Dear colleague,

The threshold of your end-pumped 946 nm Nd:YAG laser and its slope just above threshold both follow from one balance: the gain averaged over the mode equals the resonator loss. The treatment is that of Fan and Byer (1987) and Risk (1988). I write out every step, so that you can see where each factor arises.

**Premises**

1. Two manifolds hold all the ions, $N_1+N_2=N$, each in Boltzmann equilibrium within itself. The laser line joins an upper Stark level holding the fraction $f_b$ of $N_2$ to a lower one of equal degeneracy holding the fraction $f_a$ of $N_1$. With $\sigma$ the level-to-level cross-section, the effective ones are $\sigma_e=f_b\sigma$ and $\sigma_a=f_a\sigma$. I write $\sigma_\Sigma=\sigma_a+\sigma_e$.
2. Each absorbed pump photon puts one ion into the upper manifold, which decays with lifetime $\tau$. The pump absorption coefficient $\alpha_p$ is not bleached, and the pump passes once.
3. Pump and mode are Gaussian, with $1/e^2$ intensity radii $w_p$ and $w_l$ that are constant over the crystal length $l$. The gain does not reshape the mode.
4. The resonator is linear, so a round trip crosses the crystal twice. The output transmission $T$ and the other round-trip loss $L$ are small, and $\delta=L+T$.
5. The intensities of the two counter-running beams add, without interference. I return to this at the end.

**Local gain**

The profiles, each normalised to unit integral over the cross-section, are

$$p(r)=\frac{2}{\pi w_p^2}e^{-2r^2/w_p^2},\qquad \phi(r)=\frac{2}{\pi w_l^2}e^{-2r^2/w_l^2}.$$

An incident pump power $P$ decays as $e^{-\alpha_p z}$, so the excitation rate per volume is $(P/h\nu_p)\,\alpha_p e^{-\alpha_p z}p(r)$. I write it as $R\,p(r)\,q(z)$ with

$$R=\frac{\eta_a P}{h\nu_p},\qquad \eta_a=1-e^{-\alpha_p l},\qquad q(z)=\frac{\alpha_p e^{-\alpha_p z}}{\eta_a},\qquad \int_0^l q\,dz=1 .$$

The gain coefficient is $g=\sigma_eN_2-\sigma_aN_1=\sigma_\Sigma N_2-\sigma_aN$. With $I$ the total laser intensity, the steady state obeys

$$0=Rpq-\frac{N_2}{\tau}-\frac{I}{h\nu_l}\,(\sigma_\Sigma N_2-\sigma_aN).$$

Multiply by $\tau$ and define $I_s=h\nu_l/(\sigma_\Sigma\tau)$. Collecting the terms in $N_2$ gives

$$N_2=\frac{\tau Rpq+(\sigma_a/\sigma_\Sigma)\,N\,I/I_s}{1+I/I_s}.$$

Insert this in $g$. The term $\sigma_aN\,I/I_s$ from $N_2$ cancels the same term in $\sigma_aN(1+I/I_s)$, which leaves

$$g(r,z)=\frac{\sigma_\Sigma\tau R\,p\,q-\sigma_aN}{1+I/I_s}.\tag{1}$$

Gain and reabsorption therefore saturate with the same intensity $I_s$.

**Round-trip condition**

A beam of power $P_c$ has intensity $P_c\phi$, and each element of area gains $gP_c\phi\,dA\,dz$. Hence $dP_c/dz=P_c\int g\phi\,dA$. The power must repeat after two passes, one reflection at the output mirror and the other losses:

$$2\int_0^l dz\int g\,\phi\,dA=-\ln[(1-T)(1-L)]\simeq\delta.\tag{2}$$

Because gain and loss per pass are small, $P_c$ is nearly the same everywhere and in both directions. Then $I=2P_c\phi(r)$, independent of $z$, and $P_{out}=TP_c$. The $z$ integral of (1) is now immediate, and (2) becomes

$$2\sigma_\Sigma\tau R\int\frac{p\,\phi\,dA}{1+2P_c\phi/I_s}-2\sigma_aNl\int\frac{\phi\,dA}{1+2P_c\phi/I_s}=\delta.\tag{3}$$

**Threshold**

Put $P_c=0$ in (3). The second integral is 1. The first follows from $\int_0^\infty e^{-br^2}2\pi r\,dr=\pi/b$:

$$J_1=\int p\phi\,dA=\frac{4}{\pi^2w_p^2w_l^2}\,\frac{\pi}{2/w_p^2+2/w_l^2}=\frac{2}{\pi(w_p^2+w_l^2)}.$$

So $2\sigma_\Sigma\tau R_{th}J_1=\delta+2\sigma_aNl$, and with $R_{th}=\eta_aP_{th}/h\nu_p$,

$$P_{th}=\frac{\pi h\nu_p\,(w_p^2+w_l^2)\,(L+T+2\sigma_aNl)}{4\,\eta_a\,(\sigma_a+\sigma_e)\,\tau}.\tag{4}$$

The 4 is the 2 of the double pass times the 2 of the Gaussian normalisation. The unpumped crystal absorbs $2\sigma_aNl$ per round trip, and this enters like a mirror loss. The sum $\sigma_a+\sigma_e$ appears because each excited ion adds an emitter and removes an absorber. In the reabsorption part of (4) the ratio $\sigma_a/\sigma_\Sigma=f_a/(f_a+f_b)$ is free of $\sigma$, so only the part proportional to $\delta$ suffers from an uncertain cross-section.

A longer crystal absorbs more pump but also more laser light. Setting the $l$ derivative of $(\delta+2\sigma_aNl)/(1-e^{-\alpha_pl})$ to zero gives $2\sigma_aN(1-e^{-\alpha_pl})=\alpha_pe^{-\alpha_pl}(\delta+2\sigma_aNl)$. Multiplying by $e^{\alpha_pl}/(2\sigma_aN)$,

$$e^{\alpha_pl}=1+\alpha_pl+\frac{\alpha_p\delta}{2\sigma_aN},\tag{5}$$

whose positive root is the length of lowest threshold.

**Slope at threshold**

Let $\epsilon=2P_c/I_s$ and expand $1/(1+\epsilon\phi)\simeq1-\epsilon\phi$ in (3). Two more integrals appear:

$$J_2=\int p\phi^2dA=\frac{8}{\pi^3w_p^2w_l^4}\,\frac{\pi}{2/w_p^2+4/w_l^2}=\frac{4}{\pi^2w_l^2(w_l^2+2w_p^2)},\qquad K_2=\int\phi^2dA=\frac{1}{\pi w_l^2}.$$

Define $B=2\sigma_aNl/\delta$. Equation (3) reads $2\sigma_\Sigma\tau R(J_1-\epsilon J_2)-B\delta(1-\epsilon K_2)=\delta$. Subtract the threshold condition $2\sigma_\Sigma\tau R_{th}J_1=(1+B)\delta$ and keep first order in $\epsilon$ and $R-R_{th}$:

$$2\sigma_\Sigma\tau J_1(R-R_{th})=\epsilon\,\delta\left[(1+B)\frac{J_2}{J_1}-BK_2\right].$$

Now $P_{out}=TI_s\epsilon/2$ and $R-R_{th}=\eta_a(P-P_{th})/h\nu_p$. The product $I_s\sigma_\Sigma\tau$ equals $h\nu_l$, so

$$\frac{dP_{out}}{dP}=\frac{T}{L+T}\,\frac{\nu_l}{\nu_p}\,\eta_a\,\eta_{ov},\qquad \eta_{ov}=\frac{J_1}{(1+B)J_2/J_1-BK_2}.\tag{6}$$

For $\sigma_a=0$, that is $B=0$, the overlap factor is $J_1^2/J_2$:

$$\eta_0=\frac{w_l^2\,(w_l^2+2w_p^2)}{(w_l^2+w_p^2)^2}=1-\frac{a^4}{(1+a^2)^2},\qquad a=\frac{w_p}{w_l}.\tag{7}$$

It tends to 1 for a pump much narrower than the mode, equals 3/4 for equal radii and falls as $2/a^2$ for a wide pump. For $B\neq0$, measure all three quantities in units of $1/(\pi w_l^2)$: $J_1=2/(1+a^2)$, $J_2/J_1=2(1+a^2)/(1+2a^2)$ and $K_2=1$. The denominator in (6) is then

$$\frac{2(1+B)(1+a^2)-B(1+2a^2)}{1+2a^2}=\frac{2(1+a^2)+B}{1+2a^2},$$

and therefore

$$\eta_{ov}=\frac{\eta_0}{1+\dfrac{B}{2(1+a^2)}}.\tag{8}$$

Reabsorption lowers the slope at threshold, and most strongly for a narrow pump. At $a\to0$ the factor is $1/(1+B/2)$, since the mode then runs mostly through unpumped, absorbing crystal. At fixed $w_p$ a smaller mode, that is a larger $a$, always lowers (4). Its effect on the slope follows from (8). With $u=a^2$, $\eta_{ov}=2(1+2u)/[(1+u)(2+2u+B)]$, and

$$\frac{d\ln\eta_{ov}}{du}=\frac{2}{1+2u}-\frac{1}{1+u}-\frac{2}{2+2u+B}=\frac{B-4u-4u^2}{(1+2u)(1+u)(2+2u+B)}.$$

So $\eta_{ov}$ is largest at $a^2=(\sqrt{1+B}-1)/2$. Below this value a smaller mode lowers the threshold and raises the slope. Above it a smaller mode lowers both, and threshold and slope pull the design in opposite directions.

**Above threshold**

Equation (3) needs no expansion. Put $t=e^{-2r^2/w_l^2}$, so that $\phi\,dA$ becomes $dt$ on $0<t<1$ and $p=2t^m/(\pi w_p^2)$ with $m=1/a^2$. Let $s=4P_c/(\pi w_l^2I_s)$ be the on-axis value of $I/I_s$. The second integral of (3) is $\int_0^1dt/(1+st)=\ln(1+s)/s$. Since $J_1=2/[\pi w_p^2(1+m)]$, the first integral divided by $J_1$ is $(1+m)\int_0^1t^m\,dt/(1+st)$. Dividing (3) by its threshold form,

$$\frac{P}{P_{th}}\equiv F(s)=\frac{1+B\ln(1+s)/s}{(1+B)(1+m)\displaystyle\int_0^1\frac{t^m\,dt}{1+st}}.\tag{9}$$

Use $P_{out}=TI_s\pi w_l^2s/4$, $P_{th}=h\nu_p(1+B)\delta/(2\eta_a\sigma_\Sigma\tau J_1)$ and $\pi w_l^2J_1/2=1/(1+a^2)$. The slope keeps the form (6), with

$$\eta_{ov}(s)=\frac{1}{(1+a^2)(1+B)\,dF/ds}.\tag{10}$$

At $s\to0$, (9) gives $dF/ds=(1+m)/(2+m)-B/[2(1+B)]$, and (10) returns (8). At $s\to\infty$ the integral tends to $1/(ms)$, so $F\to s/[(1+a^2)(1+B)]$ and $\eta_{ov}\to1$. The input–output curve thus starts with the slope (8) and approaches unit overlap far above threshold. A straight line that you fit over a range of powers tests (10), not (8).

**Range of validity**

- Small loss: $\delta+2\sigma_aNl\ll1$.
- Constant radii: both Rayleigh ranges inside the crystal must exceed $l$. If only $w_p$ varies, $J_1$ in the threshold condition becomes $\int q(z)\,2/[\pi(w_p^2(z)+w_l^2)]\,dz$. A fibre image is closer to a flat top than to a Gaussian, and $J_1$, $J_2$ must then be recomputed.
- Weak excitation: $N_2\ll N$, and no upconversion. At threshold $N_2=\hat n\,e^{-\alpha_pz}e^{-2r^2/w_p^2}$ with $\hat n=2\tau\alpha_pP_{th}/(\pi w_p^2h\nu_p)$. A loss term $WN_2^2$ reduces $N_2$ locally by the fraction $W\tau N_2$ to first order. Weighting this fraction with $N_2\phi$ gives a relative rise of the threshold of $W\tau\hat n\,\chi$, where
$$\chi=\frac{1+e^{-\alpha_pl}}{2}\;\frac{w_p^2+w_l^2}{w_p^2+2w_l^2}.$$
Ground-state depletion reduces the local pump rate by the fraction $N_2/N$, so it raises the threshold by at most $\chi\hat n/N$. It is a bound because the unabsorbed light pumps deeper layers.
- Uniform, known temperature, since $f_a$ is a Boltzmann tail. A thermal lens also moves $w_l$.
- Premise 5. A single longitudinal mode forms a standing wave, and both the saturating intensity and the mode weight carry the factor $2\sin^2kz$. At threshold only its mean, 1, enters, and (4) stands. The first-order terms carry $\langle4\sin^4kz\rangle=3/2$, so (7) and (8) are multiplied by 2/3. Equations (7) to (10) describe many longitudinal modes with the pattern washed out, or a unidirectional ring. In a ring with one crystal pass per round trip, the condition is $\sigma_\Sigma\tau R_{th}J_1=\delta+\sigma_aNl$ and $B=\sigma_aNl/\delta$.

**Numbers for Nd:YAG at 946 nm**

The line runs from the lower Stark level of $^4F_{3/2}$ to the top level of the ground manifold $^4I_{9/2}$; all levels are Kramers doublets. Typical material values are these: ground-manifold levels at $E/hc=(0,\ 1.30,\ 1.99,\ 3.08,\ 8.57)\times10^4$ m$^{-1}$; upper-manifold splitting $0.84\times10^4$ m$^{-1}$; $\sigma_e=3.7\times10^{-24}$ m$^2$ at 300 K; $\tau=230$ µs; $N=1.38\times10^{26}$ m$^{-3}$ for 1 at.% Nd; refractive index $n=1.82$; pump at 808 nm. Assumed design values are these: $\alpha_p=400$ m$^{-1}$ averaged over a diode spectrum, $l=3$ mm, $w_p=150$ µm, $w_l=120$ µm, $T=0.04$, $L=0.01$, pump beam quality $M^2=40$, temperature 300 K. I carry intermediate values unrounded.

With $k_B\cdot300\ \mathrm{K}/hc=2.085\times10^4$ m$^{-1}$ the fractions are $f_a=0.0076$ and $f_b=0.60$. Then $\sigma_a=\sigma_ef_a/f_b=4.7\times10^{-26}$ m$^2$, $2\sigma_aNl=0.039$ and $B=0.77$. Further, $\eta_a=1-e^{-1.2}=0.70$, $h\nu_p=2.46\times10^{-19}$ J and $w_p^2+w_l^2=3.69\times10^{-8}$ m$^2$. Equation (4) gives the model's threshold, $P_{th}=1.05$ W incident or 0.73 W absorbed. The third figure serves only the arithmetic below. Reabsorption makes up 44 per cent of it; with $\sigma_a=0$ the value would be 0.60 W. The root of (5) is $l=3.4$ mm, and the minimum is flat: 3 mm costs less than 1 per cent.

For the slope, $a^2=1.56$ gives $\eta_0=0.63$, the denominator in (8) is 1.15, and $\eta_{ov}=0.55$. The maximum of (8) lies at $a^2=0.17$, so in this design a smaller mode costs slope. With $T/\delta=0.80$ and $\nu_l/\nu_p=0.85$, (6) gives 0.26 against incident power, or 0.37 against absorbed power. A single standing-wave mode would start at 0.17 against incident power. The saturation intensity is $I_s=2.4\times10^8$ W m$^{-2}$. At $s=1$, (9) gives $F=1.37$, or $P=1.43$ W, where $P_{out}=0.11$ W against 0.10 W from the threshold slope. There (10) has already risen to 0.65.

The neglected terms have these sizes. The logarithm in (2) is 0.051 in place of 0.05, which adds 1 per cent to the threshold. The mode's Rayleigh range $\pi nw_l^2/\lambda_l$ is 87 mm, and that of the pump, $\pi nw_p^2/(M^2\lambda_p)$, is 4.0 mm. With the pump waist at mid-crystal, the $z$-dependent $J_1$ adds 3 per cent. The peak density is $\hat n=1.1\times10^{25}$ m$^{-3}$, or $0.08N$, and $\chi=0.47$, so depletion adds at most 4 per cent. An assumed $W=5\times10^{-23}$ m$^3$ s$^{-1}$ adds 6 per cent, and this first-order estimate scales with $W$. These four terms sum to about 14 per cent, all upward. A crystal at 310 K, with $\sigma$ held fixed, needs a further 6 per cent, and 56 per cent of the threshold scales as $1/\sigma$.

Read the result, then, as the model's threshold of about 1 W and initial slope of about a quarter. As typical knowledge and not as a measurement, diode-end-pumped 946 nm lasers with spots of this size reach threshold between about one and a few watts of incident power. The model lies at the low end and can fall short by a factor of two or so, when the crystal runs warm, the pump spreads more, or $L$ exceeds the assumed 0.01.